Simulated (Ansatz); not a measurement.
# Pressure, energy and gap of one 120-atom amorphous Si0.7Ge0.3 cell between −10 % and +6 % in volume (PBE)

An amorphous network can answer a change of volume in two ways: it can strain the bonds it has, or it can exchange some of them for others. The first gives a smooth, reversible pressure curve; the second gives steps and a softer response. The difference matters for amorphous silicon-germanium films in solar cells and infrared detectors, which carry stress from growth and from their substrates. We ask how pressure, energy and gap follow the volume of one Si0.7Ge0.3 cell, with the atoms relaxed at each fixed volume in PBE. Volume changes and energies are counted from the relaxed cell, whose pressure is practically zero; positive pressure means compression. No measured values are compared here.

## Calculations

One cell of 120 atoms, Si7Ge3 in reduced formula. Start: 120 atoms (84 Si, 36 Ge) placed at random at 3.16 g/cm³, melted at 3500 K for 10 ps at fixed volume with the Tersoff potential (Tersoff, Phys. Rev. B 39, 5566 (1989)). Quenched from 3500 K to 700 K at 30 K/ps and fixed volume, held 5 ps, then minimised at fixed cell. Cell and atoms were then relaxed in DFT. From that cell the volume was scaled evenly and the atoms were relaxed again at each fixed cell. Ansatz 0.2.0: Kohn-Sham DFT with PBE, PAW potentials, plane waves to 420 eV, k-points Γ alone, no spin polarisation, no spin-orbit coupling. Occupations: Gaussian smearing of 0.05 eV. The cutoff and the k-mesh are held, so the number of plane waves changes with the volume. In the run that the rows count from, the cell has a density of 3.21 g/cm³, a pressure of -0.0 GPa and a spacing of 0.25 eV between highest filled and lowest empty level, and its k-points sample 14 Å along the shortest periodic direction.

Notes on method and selection:

- The gap is read on the run's k-points alone; where frontier levels are partly filled, the value given is the spacing between the highest filled and the lowest empty level, not a clean gap.
- Semilocal functionals tend to put gaps under measured ones.
- In disordered cells the gap varies from sample to sample, and tail or defect states can set it.
- Cells made by classical potentials are single samples, quenched or equilibrated over picoseconds, then relaxed in DFT to a nearby minimum.
- In a glass, relaxing at another volume can switch bonds, so the points needn't lie on one elastic curve.
- All values are for 0 K, without vibrations.
- Where atoms are relaxed at each volume, a cell can fall into another minimum, and loose force tolerances leave some of the strain unrelaxed.
- Series whose pressures fit the equation of state badly weren't written up.
- Runs that did not converge, have known faults or may not be shown are not listed, and runs on Ansatz's PAW sets soft_1 and soft_2 are kept to separate tables.

Columns:

- volume change (%): change of the cell's volume from the relaxed cell, all three axes scaled alike.
- volume (Å³/atom): volume per atom.
- pressure (GPa): pressure, a third of the trace of the stress, positive under compression, without a kinetic term.
- energy (meV/atom): free energy per atom less that of the relaxed cell.
- gap (eV): Kohn-Sham gap: lowest empty less highest filled level over the k-points of the run.

Input lines of one member:

```
kpoints:
  mp_grid: { grid: [1, 1, 1] }
hamiltonian:
  xc: pbe
scf:
  occupations: { method: gaussian, width: 0.05 }
relax:
  f_tol: 0.05
  max_steps: 70
```

Command (options for logging and memory left out): `ansatz run input.yaml --threads 8 --backend cpu`

## Table of results

| member | volume change (%) | volume (Å³/atom) | pressure (GPa) | energy (meV/atom) | gap (eV) | remark |
| --- | --- | --- | --- | --- | --- | --- |
| −10 % | −10 | 19.2883 | 5.996 | 38.727 | 0.212 |  |
| −6 % | −6 | 20.1455 | 4.119 | 15.964 | 0.285 |  |
| −3 % | −3 | 20.7885 | 1.947 | 3.829 | 0.264 |  |
| relaxed cell | 0 | 21.4314 | −0.002 | 0.000 | 0.249 |  |
| +3 % | 3 | 22.0744 | ? | ? | ? |  |
| +6 % | 6 | 22.7173 | −2.797 | 11.684 | 0.141 | no clean gap: 2 partly filled levels |

Cells marked ? are withheld until the estimate has been made.

Least-squares fits to the members shown, with x = volume change (%); R² and errors in the fitted variable (y, or ln y where the fit is in ln y):

| y | members | fit | R² | rms residual | leave-one-out rms | the same for the mean of the others |
| --- | --- | --- | --- | --- | --- | --- |
| pressure (GPa) | 5 | y = 0.2853 − 0.5513 x + 0.003698 x² | 0.99 | 0.23 | 1.4 | 3.8 |
| energy (meV/atom) | 5 | y = 0.2716 − 0.2823 x + 0.3601 x² | 1.00 | 0.56 | 2.4 | 17 |

## Why the values move as they do

Pressure falls from row to row as the volume grows, and the energy is lowest in the relaxed cell. Between −3 % and the relaxed cell the pressure changes by (1.947 + 0.002) / 3 = 0.650 GPa per percent of volume, which corresponds to a bulk modulus of roughly 64 GPa. Between −6 % and −3 % the slope is larger, (4.119 − 1.947) / 3 = 0.724 GPa per percent. This is the usual elastic behaviour: shortened bonds repel more steeply than stretched bonds attract.

From −10 % to −6 % the slope is only (5.996 − 4.119) / 4 = 0.469 GPa per percent, where elastic stiffening would have made it the largest of all. The energy shows the same break. With 1 GPa·Å³ = 6.24 meV, the mean pressure times the volume step gives (5.996 + 4.119) / 2 × (20.1455 − 19.2883) × 6.24 = 27.1 meV/atom for this last compression, but the energy rises by only 38.727 − 15.964 = 22.8 meV/atom. Between −6 % and −3 % the same sum gives (4.119 + 1.947) / 2 × (20.7885 − 20.1455) × 6.24 = 12.2 meV/atom, against 15.964 − 3.829 = 12.1 meV/atom from the table. Some atoms in the −10 % cell moved much farther during relaxation than those in the cells between the two ends, so a local rearrangement that released energy and pressure is the likely cause.

The gap follows no single direction. It falls from 0.285 eV at −6 % to 0.249 eV in the relaxed cell, yet is only 0.212 eV at −10 %. The 0.141 eV at +6 % is a spacing between partly filled levels. Weaker splitting of bonding and antibonding states in longer bonds would lower the gap on expansion, but in a glass a few tail or defect states can outweigh it, and rearrangement may have created such states at both ends.

Series with pressures far from an equation of state were left out, so the fairly regular curve here says little about how often such glasses rearrange more strongly.

## An estimate before looking

Plain estimates from the members shown:

- +3 %, fit at x = 3: −1.335 GPa
- +3 %, straight-line interpolation between relaxed cell and +6 %: w = (3 − 0) / (6 − 0) = 0.500, so −0.002 + 0.500 × (−2.797 − (−0.002)) = −1.400 GPa

Both plain estimates for +3 % probably give too little tension. The parabola fitted to all five members includes the rearranged −10 % cell and puts the relaxed cell at 0.285 GPa instead of −0.002 GPa. The straight line to +6 % ignores that the network softens as it expands, which places the pressure at the midpoint below the line.

We therefore use the cubic through the four members from −6 % to +6 %. The factors before the pressures, here and below, are the Lagrange weights that follow from the volume changes alone. At +3 % it gives 0.25 × 4.119 − 1.947 + 1.5 × (−0.002) + 0.25 × (−2.797) = −1.62 GPa. A simpler relative, the parabola through −6 %, 0 and +6 %, can be tried on the −3 % cell: it gives (3 × 4.119 + 6 × (−0.002) + 2.797) / 8 = 1.89 GPa there, against 1.947 GPa in the table.

The main doubt is the +6 % cell, where some atoms also moved unusually far. If rearrangement has relieved part of its tension, the cubic is pulled towards zero. Without that cell, the parabola through −6 %, −3 % and 0 gives 4.119 − 3 × 1.947 + 3 × (−0.002) = −1.73 GPa at +3 %. The difference between the two results, 0.11 GPa, serves as the error bar. We keep the cubic value because the extension without +6 % has no point on the stretched side.

**Committed estimate, +3 %: pressure = −1.62 ± 0.11 GPa.**

## Outcome

| member | volume change (%) | volume (Å³/atom) | pressure (GPa) | energy (meV/atom) | gap (eV) |
| --- | --- | --- | --- | --- | --- |
| +3 % | 3 | 22.0744 | −1.692 | 3.485 | 0.228 |

| member | estimate | pressure (GPa) | computed | estimate − computed | miss in error bars |
| --- | --- | --- | --- | --- | --- |
| +3 % | committed | −1.620 | −1.692 | +0.072 | 0.7 |
| +3 % | fit | −1.335 | −1.692 | +0.357 |  |
| +3 % | interpolation | −1.400 | −1.692 | +0.292 |  |

The estimate of −1.620 GPa lies 0.072 GPa above the computed −1.692 GPa, inside its error bar of 0.11 GPa. It is nearer than the interpolation, which misses by 0.292 GPa, and the fit, which misses by 0.357 GPa. Both err towards too little tension, as we had argued.

Our choice between the two curves was the weaker one. The parabola through −6 %, −3 % and the relaxed cell, which we set aside because it has no point on the stretched side, gave −1.73 GPa and misses by only 0.04 GPa. This fits our suspicion that the +6 % cell pulls the cubic towards zero.

From −6 % to +3 % the pressure falls by 0.724 GPa per percent in the first step, 0.650 in the second and (1.692 − 0.002) / 3 = 0.563 GPa per percent in the third, the regular softening expected of a network that keeps its bonds. The last step, to +6 %, brings only (2.797 − 1.692) / 3 = 0.368 GPa per percent, a sharper drop than that softening leads one to expect.

## Where the trend breaks

Least-squares fits to the whole series, with x = volume change (%); R² and errors in the fitted variable (y, or ln y where the fit is in ln y):

| y | members | fit | R² | rms residual | leave-one-out rms | the same for the mean of the others |
| --- | --- | --- | --- | --- | --- | --- |
| pressure (GPa) | 6 | y = 0.2004 − 0.5594 x + 0.004075 x² | 0.99 | 0.25 | 0.88 | 3.7 |
| energy (meV/atom) | 6 | y = 0.4666 − 0.2636 x + 0.3592 x² | 1.00 | 0.59 | 1.3 | 16 |

Largest departures from the fit to the whole series:

| member | pressure (GPa) | fit | computed − fit | in rms residuals |
| --- | --- | --- | --- | --- |
| −6 % | 4.119 | 3.704 | +0.415 | 1.7 |
| +3 % | −1.692 | −1.441 | −0.251 | 1.0 |
| +6 % | −2.797 | −3.009 | +0.212 | 0.9 |
| −10 % | 5.996 | 6.202 | −0.206 | 0.8 |

The largest departure from the fit, +0.415 GPa at −6 %, comes from the parabola and not from the cell. That cell lies on a smooth curve with the next three cells towards expansion, while the fit is bent by the two end members.

The −10 % cell is the real exception. Continuing from −6 % at the slope of the step before gives 4.119 + 4 × 0.724 = 7.02 GPa, and further stiffening would give more; the computed pressure is 5.996 GPa, at least 1.0 GPa lower. Some of its atoms moved far during relaxation, and its stress is less even along the three axes than in the other cells. Both fit a local rearrangement that relieved part of the load. The largest force left in this cell is slightly above the force tolerance, probably too small an excess to explain a shortfall of 1 GPa.

The last step of the smooth range lowered the slope by 0.650 − 0.563 = 0.087 GPa per percent. With the same drop again, the slope towards +6 % would be 0.563 − 0.087 = 0.476 GPa per percent, which gives −1.692 − 3 × 0.476 = −3.12 GPa. The computed tension is 3.12 − 2.797 = 0.32 GPa weaker, and here too some atoms moved far. The loose self-consistency threshold for the stress is an unlikely cause in either cell, since the smooth points at −6 %, −3 % and +3 % share it.

## Conclusions

From −6 % to +3 % this cell responds smoothly, and a pressure interpolated within that range should be good to about 0.1 GPa. The two end members depart from the smooth curve by 0.3 to 1 GPa or more, probably because part of the network rearranged.

Around the relaxed cell the slope is (1.947 + 1.692) / 6 = 0.607 GPa per percent, a bulk modulus of about 61 GPa. A hydrostatic pressure of 1 GPa thus shrinks the volume by about 1.6 %, or each edge by about 0.5 %.

From −6 % to +3 % the gap falls steadily with expansion, by (0.285 − 0.228) / 9 = 0.006 eV per percent. This slope holds only for a cell scaled alike along all three axes. We also strained the relaxed cell in runs that the table leaves out. A small stretch along one axis alone narrowed the gap several times as much as the slope gives for the same change of volume, and a small compression along that axis widened it by more than the slope gives. A small shear hardly changed it. Our explanation of the gap before the estimate considered bond lengths, tail states and rearrangement, but not the shape of the cell. A substrate strains a film unequally along its axes, so the slope can't be used to predict the gap of such a film. Both end cells lie below the line, so a narrower gap can mean a changed network or an uneven strain as well as a larger volume.

The gaps themselves shouldn't be read as those of the films that we named at the start. PBE tends to put gaps too low, and this series can't tell by how much. The cell also holds no hydrogen, which we should have said when we brought up solar cells: their amorphous films usually contain it, and it saturates dangling bonds and tends to widen the gap. Vibrations are left out as well, and no run here shows how far they would shift the pressures.

[Logs are printed without paths, hosts, clocks, repeated set-up lines and the standing remarks that a program may print on its own settings, such as how far it seeks lower states.]
